Dear colleague,

In the textbook model of an uncompensated $n$-type semiconductor the Fermi level starts at $E_c-E_d/2$ at $T=0$, rises, passes through a maximum and falls again. The doping at which that maximum just reaches the band edge has a closed form. I derive it here, and then show that it lies about a factor of ten above the Mott density, where the isolated donor level assumed by the model no longer exists. The number is therefore a property of the model and a limit on its use, and you should not read it as the doping at which your GaN:Si layers turn degenerate.

## 1. Premises and conventions

1. One isotropic parabolic conduction valley of mass $m^*$, with spin degeneracy 2.
2. Donors of density $N_d$, independent of each other, each either empty (charge $+e$, one state) or holding one electron in a $g$-fold level at $E_c-E_d$. For an $s$-like ground state in a single valley $g=2$. Excited states and double occupation are left out.
3. No acceptors, and no holes: $k_BT$ is far below the gap.
4. $m^*$, $E_d$ and the static dielectric constant $\epsilon_r$ depend neither on $T$ nor on $N_d$. Energies are counted from $E_c$ at the same temperature.

I write
$$\eta=\frac{E_F-E_c}{k_BT},\qquad x=\frac{E_d}{k_BT}=\frac{T_d}{T},\qquad T_d=\frac{E_d}{k_B},$$
and call the gas degenerate when $\eta\ge 0$.

## 2. Neutrality

**Band electrons.** There are $2\,d^3k/(2\pi)^3$ states per volume, so $n=\pi^{-2}\int k^2f\,dk$ with $f$ the Fermi function. With $u=\hbar^2k^2/2m^*k_BT$ one has $k^2dk=\tfrac12(2m^*k_BT/\hbar^2)^{3/2}u^{1/2}du$, and
$$n=N_c\,\mathcal F(\eta),\quad N_c=2\left(\frac{m^*k_BT}{2\pi\hbar^2}\right)^{3/2},\quad \mathcal F(\eta)=\frac{2}{\sqrt\pi}\int_0^\infty\frac{u^{1/2}\,du}{e^{u-\eta}+1}.\tag{1}$$
The normalisation is such that $\mathcal F\to e^\eta$ for $\eta\to-\infty$. At $\eta=0$, expand $1/(e^u+1)=\sum_{j\ge1}(-1)^{j+1}e^{-ju}$ and use $\int_0^\infty u^{1/2}e^{-ju}du=(\sqrt\pi/2)\,j^{-3/2}$. The alternating sum is the full sum minus twice the even terms, which gives
$$\mathcal F(0)=\left(1-2^{-1/2}\right)\zeta(3/2)=0.2929\times2.612=0.765.\tag{2}$$

**Donors.** The grand partition function of one donor has weight 1 for the empty state and $g\,e^{-(E_c-E_d-E_F)/k_BT}=g\,e^{\eta+x}$ for the occupied level. The ionised density is $N_d^+=N_d/(1+g\,e^{\eta+x})$.

**Balance.** By premise 3, $n=N_d^+$:
$$\frac{N_d}{N_c(T)}=\mathcal F(\eta)\left(1+g\,e^{\eta+x}\right).\tag{3}$$
At fixed $T$ both factors on the right are positive and increase with $\eta$, and the product runs from 0 to $\infty$. Equation (3) thus has exactly one root, and that root increases with $N_d$.

The two limits show why $E_F(T)$ has a maximum. For $T\to0$, $\mathcal F\to e^\eta$ and the 1 in the bracket is negligible, so $E_F-E_c=-E_d/2+\tfrac12k_BT\ln(N_d/gN_c)$; the logarithm is positive because $N_c\to0$, and $E_F$ rises. At high $T$ all donors are ionised, $E_F-E_c=k_BT\ln(N_d/N_c)$, which falls without bound. Both limits are negative for every $N_d$.

## 3. The threshold

Since $\eta$ increases with $N_d$ at fixed $T$, the condition $\eta\ge0$ is equivalent to $N_d\ge N_0(T)$, where $N_0$ is (3) at $\eta=0$. With $N_c(T)=N_c(T_d)\,x^{-3/2}$,
$$N_0=\mathcal F(0)\,N_c(T_d)\,\phi(x),\qquad \phi(x)=x^{-3/2}\left(1+g\,e^x\right).\tag{4}$$
A sample is degenerate at some temperature if and only if $N_d$ is at least the minimum of $N_0$ over $T$. Call this minimum $N_{\rm deg}$.

The function $\phi$ diverges for $x\to0$ (the band offers too many states) and for $x\to\infty$ (the electrons freeze out). Its logarithmic derivatives are
$$\frac{d\ln\phi}{dx}=-\frac{3}{2x}+\frac{g\,e^x}{1+g\,e^x},\qquad \frac{d^2\ln\phi}{dx^2}=\frac{3}{2x^2}+\frac{g\,e^x}{(1+g\,e^x)^2}>0.\tag{5}$$
So $\ln\phi$ is strictly convex and has a single minimum $x^*$. For $N_d<N_{\rm deg}$ the Fermi level stays below $E_c$ at all $T$; for $N_d=N_{\rm deg}$ it touches $E_c$ at one temperature; for $N_d>N_{\rm deg}$ it lies above $E_c$ between the two roots of $N_0(T)=N_d$.

Setting the first derivative to zero and multiplying by $x(1+ge^x)$ gives $x\,ge^x=\tfrac32(1+ge^x)$, that is $(x-\tfrac32)\,ge^x=\tfrac32$. Put $w=x-\tfrac32$ and divide by $g\,e^{3/2}$:
$$w\,e^w=\frac{3}{2g}e^{-3/2}\quad\Rightarrow\quad x^*=\frac32+w,\qquad w=W\!\left(\frac{3}{2g}e^{-3/2}\right),\tag{6}$$
where $W$ is the Lambert function, the inverse of $w\,e^w$. The argument is positive, so the principal branch is the only real one. At the minimum $ge^{x^*}=3/2w$, hence $1+ge^{x^*}=x^*/w$, and
$$N_{\rm deg}=\frac{\mathcal F(0)}{w\sqrt{x^*}}\;N_c(T_d),\qquad \frac{N_d^+}{N_d}=\frac{w}{x^*}.\tag{7}$$

For $g=2$ the argument is $0.1673$, $w=0.1448$ and $x^*=1.645$. Then $\phi(x^*)=5.385$ and
$$N_{\rm deg}=4.12\,N_c(T_d),\qquad T^*=T_d/1.645,$$
with only $8.8\,\%$ of the donors ionised at the touching point. Boltzmann statistics would replace $\mathcal F(0)$ by 1, leave $x^*$ unchanged and raise the threshold by the factor $1.31$.

The same algebra serves any other criterion $\eta=\eta_0$, since (3) has the form of (4) with $\mathcal F(0)\to\mathcal F(\eta_0)$ and $g\to g\,e^{\eta_0}$. The doping whose highest $\eta(T)$ equals $\eta_0$ is
$$N_d=\frac{\mathcal F(\eta_0)}{w_0\sqrt{3/2+w_0}}\,N_c(T_d),\qquad w_0=W\!\left(\frac{3}{2g}e^{-3/2-\eta_0}\right),\tag{8}$$
reached at $x=3/2+w_0$. The maximum of $\eta$ and the maximum of the energy $E_F-E_c=E_d\,\eta/x$ are different points in general: $d(\eta/x)/dx=\eta'/x-\eta/x^2$, so the two coincide only when $\eta=0$. At the threshold (7) that is the case, and the touching point is the top of both curves.

## 4. Hydrogenic units

For an effective-mass donor,
$$a_B=\frac{4\pi\epsilon_0\epsilon_r\hbar^2}{m^*e^2},\qquad E_d=\frac{\hbar^2}{2m^*a_B^2}=\frac{e^2}{8\pi\epsilon_0\epsilon_ra_B}.\tag{9}$$
At $k_BT=E_d$ the bracket in $N_c$ is $m^*E_d/2\pi\hbar^2=1/4\pi a_B^2$, so
$$N_c(T_d)\,a_B^3=\frac{2}{(4\pi)^{3/2}}=0.0449,$$
free of material constants. For $g=2$,
$$N_{\rm deg}\,a_B^3=0.185,\qquad N_{\rm deg}^{1/3}a_B=0.57.\tag{10}$$
The dependence on $g$ is modest after the cube root: $g=1$ gives $x^*=1.758$, $N_{\rm deg}=2.23\,N_c(T_d)$ and $N_{\rm deg}^{1/3}a_B=0.46$.

## 5. The Mott density

The Mott criterion for the metal–insulator transition is $N_M^{1/3}a_B\approx0.26$, a typical value which I take as a given input. Its origin can be seen from a screening argument. Suppose that all donors are ionised at $T=0$, and ask whether an ion can still bind an electron out of the gas. The Fermi energy of the gas is, by (9),
$$E_F^0=\frac{\hbar^2(3\pi^2n)^{2/3}}{2m^*}=E_d\,(3\pi^2na_B^3)^{2/3}.\tag{11}$$
Thomas–Fermi screening turns the Coulomb potential into $-(2E_da_B/r)\,e^{-qr}$ with $q^2=(e^2/\epsilon_0\epsilon_r)\,dn/dE_F^0$. From (9), $e^2/\epsilon_0\epsilon_r=8\pi E_da_B$, and $dn/dE_F^0=3n/2E_F^0$, so
$$q^2a_B^2=\frac{12\pi\,na_B^3}{(3\pi^2na_B^3)^{2/3}}=4\left(\frac3\pi\right)^{1/3}n^{1/3}a_B.\tag{12}$$
Take the trial function $\psi\propto e^{-r/b}$, with radial density $4r^2e^{-2r/b}/b^3$. The kinetic energy is $E_da_B^2/b^2$. The potential energy is $-2E_da_B\,(4/b^3)\int_0^\infty r\,e^{-(2/b+q)r}dr=-8E_da_B/[b(2+qb)^2]$. The sum is negative when $qa_B<8s/(2+s)^2$ with $s=qb$. The right side is largest at $s=2$, where it equals 1. The trial function therefore binds for $qa_B<1$, which by (12) means
$$n^{1/3}a_B<\tfrac14(\pi/3)^{1/3}=0.254.$$
A variational energy is an upper bound, so the true bound state of this potential survives to larger $q$. With the approximate critical value $qa_B\approx1.19$ as input, (12) gives $0.36$. The argument fixes the criterion to within some tens of per cent and no better.

That is enough here. With $0.26$,
$$\frac{N_{\rm deg}}{N_M}=\frac{0.185}{0.26^3}=10.5,\tag{13}$$
and with $0.36$ the ratio is still $4.0$. For a single-valley hydrogenic donor the threshold (7) always lies on the metallic side, whatever $m^*$ and $\epsilon_r$ are, because both densities scale as $a_B^{-3}$.

The useful corollary concerns the insulating side. At $N_d=N_M$ one has $N_d/N_c(T_d)=0.391$, and solving (8) for $\eta_0$ gives $\eta_0=-1.37$ at $x=1.93$. There $e^{\eta_0}$ exceeds $\mathcal F(\eta_0)$ by $8.6\,\%$. Within the model, then, no sample below the Mott density is degenerate at any temperature, and replacing $\mathcal F$ by the exponential misstates $n$ at given $\eta$ by less than about $9\,\%$.

## 6. Illustration: GaN:Si

Wurtzite GaN has a single conduction valley at $\Gamma$, and silicon on the gallium site is a shallow donor, which I treat as hydrogenic with $g=2$. As typical inputs I use $m^*=0.20\,m_e$, $\epsilon_r=9.5$ and a gap of about $3.4$ eV, and I ignore the anisotropy of the first two. Intermediate values carry extra figures so that you can follow the arithmetic; two figures are all that the inputs support.

Equation (9) gives $a_B=2.514$ nm and $E_d=30.15$ meV, so $T_d=350$ K and $N_c(T_d)=2.83\times10^{18}$ cm$^{-3}$. The curve (4) is:

| $T$ (K) | $x$ | $N_0$ ($10^{19}$ cm$^{-3}$) |
|---|---|---|
| 100 | 3.50 | 2.22 |
| 150 | 2.33 | 1.31 |
| 213 ($T^*$) | 1.645 | 1.16 |
| 300 | 1.17 | 1.27 |
| 400 | 0.875 | 1.53 |

The minimum is flat. The model threshold is $N_{\rm deg}\approx1.2\times10^{19}$ cm$^{-3}$, touched at $T^*=213$ K ($k_BT^*=18$ meV), where $N_c=1.34\times10^{18}$ cm$^{-3}$ and the free-electron density is only $1.0\times10^{18}$ cm$^{-3}$. The ratio of $k_BT^*$ to the gap is $0.005$, so holes and non-parabolicity play no part at this point. The Mott density is $N_M\approx1.1\times10^{18}$ cm$^{-3}$. At that doping the model has its highest $\eta$ at 181 K, with $E_F$ lying 21 meV below $E_c$.

Set against this the opposite picture, in which the donor level has dissolved and $n=N_d$ at all $T$. By (11), $E_F^0$ at $N_{\rm deg}$ is $3.1\,E_d=94$ meV above the band edge of the doped crystal. The condition $N_d=\mathcal F(0)N_c(T)$ gives $T=T_d\,\phi(x^*)^{2/3}\approx1.1\times10^3$ K, below which the gas is degenerate all the way to $T=0$. At $N_M$ the same picture gives $E_F^0=0.65\,E_d=20$ meV and degeneracy below 224 K. The two pictures differ in kind: the isolated-donor model predicts freeze-out and $E_F\to E_c-E_d/2$ at any doping, a metal has no freeze-out. A layer at $10^{19}$ cm$^{-3}$ is to be analysed with the second, and a fit of (3) to it returns an $E_d$ without meaning.

## 7. Size of what was neglected, and range of validity

**Overlap.** The radius of the sphere per donor is $r_s=(3/4\pi N_d)^{1/3}$. It is $1.09\,a_B$ at $N_{\rm deg}$, smaller than the mean radius $\tfrac32a_B$ of the $1s$ orbital, and $2.39\,a_B$ at $N_M$. The bare potential of an ion at that distance is $2E_da_B/r_s$, or $1.84\,E_d$ and $0.84\,E_d$. Premises 2 and 4 fail outright at the first density and are poor at the second, so $-1.37$ is an indication only.

**Lowering of $E_d$.** This is the effect that pulls the threshold down, since (7) scales as $E_d^{3/2}$ at fixed $m^*$. As a phenomenological interpolation, let the level depth be $E_d(1-y)$ with $y=(N_d/N_M)^{1/3}$. Equation (7) becomes $y^3=10.5\,(1-y)^{3/2}$, or $y^2=4.80\,(1-y)$, with positive root $y=0.85$. Then $E_F$ touches $E_c$ at $0.61\,N_M$, which for the GaN inputs is $6.8\times10^{17}$ cm$^{-3}$, with a level depth of $4.5$ meV and at 32 K. The interpolation was built to vanish at $N_M$, so a threshold below $N_M$ is guaranteed by construction. What it shows is that the correction exceeds an order of magnitude.

**Excited states.** The $n=2$ shell has four orbitals bound by $E_d/4$. Its weight relative to the ground level is $4e^{-3x/4}=1.2$ at $x^*$, which rivals the term kept. Adding it replaces the bracket in (4) by $1+2e^x+8e^{x/4}$, and the minimum moves to $x=2.26$ and $7.7\,N_c(T_d)$. These orbitals do not fit between the donors, the $2p$ mean radius being $5a_B$, so the figure gives only the direction: more bound states push the threshold up.

**Double occupation.** A neutral donor can bind a second electron in a singlet, the analogue of H$^-$, by $\delta E_d$ with $\delta\approx0.055$ as an approximate input ($1.7$ meV for our parameters). The total energy of the two electrons is $2E_c-(1+\delta)E_d$, so the weight is $e^{2\eta+(1+\delta)x}$, which is $5.7$ at $\eta=0$, $x=x^*$, against $10.4$ for the neutral state and 1 for the ion. Neutrality becomes $n=N_d^+-N_d^-$, and $n>0$ demands $1>e^{2\eta+(1+\delta)x}$, that is $E_F<E_c-0.53\,E_d$. For strictly isolated donors that keep this state, $E_F$ never reaches $E_c$ at any doping. The state decays over $a_B/\sqrt\delta=4.3\,a_B$, more than $r_s$ at either density, so there it spreads into a band that merges with the conduction band.

**Compensation.** Acceptors of density $KN_d$ change the balance at $\eta=0$ to $\mathcal F(0)N_c=N_d[(1+ge^x)^{-1}-K]$. With an ionised fraction of $8.8\,\%$ at the threshold, a small $K$ matters: $K=0.10$ raises the minimum to $12.8\,N_c(T_d)$. Since $(1+ge^x)^{-1}<1/(1+g)$ for $x>0$, no threshold exists in the model for $K\ge1/3$ when $g=2$.

**Range of validity.** Equations (6), (7) and (10) are exact consequences of premises 1 to 4. The premises themselves hold for a real crystal only when the donors are far apart. A conservative condition is $r_s\ge10\,a_B$, which keeps the potential of an ion at distance $r_s$ below $0.2\,E_d$; it means $N_da_B^3\le2.4\times10^{-4}$, or $1.5\times10^{16}$ cm$^{-3}$ for the GaN inputs, where (8) gives a highest $\eta$ of $-4.1$ and Boltzmann statistics are ample. Between that density and $N_M$, (3) can serve with an $E_d$ that decreases with doping. Near and above $N_M\approx1\times10^{18}$ cm$^{-3}$ it has to be dropped. Degeneracy sets in there through the loss of the donor level, beginning at low temperature, about a decade in doping before the isolated-donor value $N_d^{1/3}a_B=0.57$ is reached.